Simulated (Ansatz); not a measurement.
## A series in volume per atom on Zn

All results are calculated (Ansatz 0.2.0). Periodic Kohn-Sham DFT of a crystal at fixed atoms; pressure and stress are positive in compression; the energy is the free energy less that of spherical unpolarised free atoms; site moments are those in the method's own spheres, positive along +z.

Cell of the first row (space group P6_3/mmc, No. 194):
```
CELL_PARAMETERS angstrom
2.61040 0.00000 0.00000
-1.30520 2.26070 0.00000
0.00000 0.00000 4.84570
ATOMIC_POSITIONS crystal
Zn 0.33333 0.66667 0.25000
Zn 0.66667 0.33333 0.75000
```

Settings of every row: method all-electron LAPW; functional PBEsol; relativity scalar; k mesh 18x18x8; filling fermi-dirac; smearing width 0.03 eV; basis error target 0.25 meV/atom; nucleus gaussian.

Atom start moment: 0 on all atoms.

```
row  volume per atom (Å³)  pressure (GPa)  energy less free atoms (eV/atom)
  1                14.298          -0.726                           -1.5823
  2                 14.45          -1.643                           -1.5812
  3                14.602          -2.499                           -1.5792
  4                14.906               ?                                 ?
  5                15.058          -4.727                           -1.5688
  6                15.211          -5.371                            -1.564
  7                15.363          -5.972                           -1.5586
  8                15.515          -6.528                           -1.5527
  9                15.819           -7.52                           -1.5393
 10                15.971          -7.964                            -1.532
 11                16.123          -8.378                           -1.5242
```

Question: what pressure and energy less free atoms should row 4 give?

Worked fit of pressure. Take u = (V_r/V)^(2/3) − 1 with V_r = 15.287 Å³ an atom, which is twice the finite (Eulerian) strain; such expansions in the strain, on which the Birch-Murnaghan equation of state is built, carry the rest volume and the bulk modulus. The shown rows have u = 0.0456, 0.03825, 0.03103, 0.01011, 0.00333, -0.0033, -0.00982, -0.02255, -0.02876, -0.03487. Least squares give pressure = −5.6775 + 90.107 × u + 381.9 × u² + 513 × u³ GPa; a parabola predicts inner rows, each left out in turn, worse (root mean square 0.0062 against 0.0018 GPa). The rows lie off it by 0.000, 0.000, -0.001, 0.000, 0.002, -0.001, -0.002, 0.001, 0.001, -0.001. The withheld row has u = 0.01697, so the fit gives −5.6775 + 90.107 × (0.01697) + 381.9 × (0.01697)² + 513 × (0.01697)³ = -4.036 GPa.

The calculation gave -4.036 GPa. The fit meets it to the printed digit.

Worked fit of energy less free atoms. Take u = (V_r/V)^(2/3) − 1 with V_r = 15.287 Å³ an atom, which is twice the finite (Eulerian) strain; such expansions in the strain, on which the Birch-Murnaghan equation of state is built, carry the rest volume and the bulk modulus. The shown rows have u = 0.0456, 0.03825, 0.03103, 0.01011, 0.00333, -0.0033, -0.00982, -0.02255, -0.02876, -0.03487. Least squares give energy less free atoms = −1.56137 − 0.8122 × u + 7.473 × u² + 5.9 × u³ eV/atom; a parabola predicts inner rows, each left out in turn, worse (root mean square 7.4e-05 against 2.6e-05 eV/atom). All shown rows lie on it to the printed digit. The withheld row has u = 0.01697, so the fit gives −1.56137 − 0.8122 × (0.01697) + 7.473 × (0.01697)² + 5.9 × (0.01697)³ = -1.5730 eV/atom.

The calculation gave -1.573 eV/atom. The fit meets it to the printed digit.
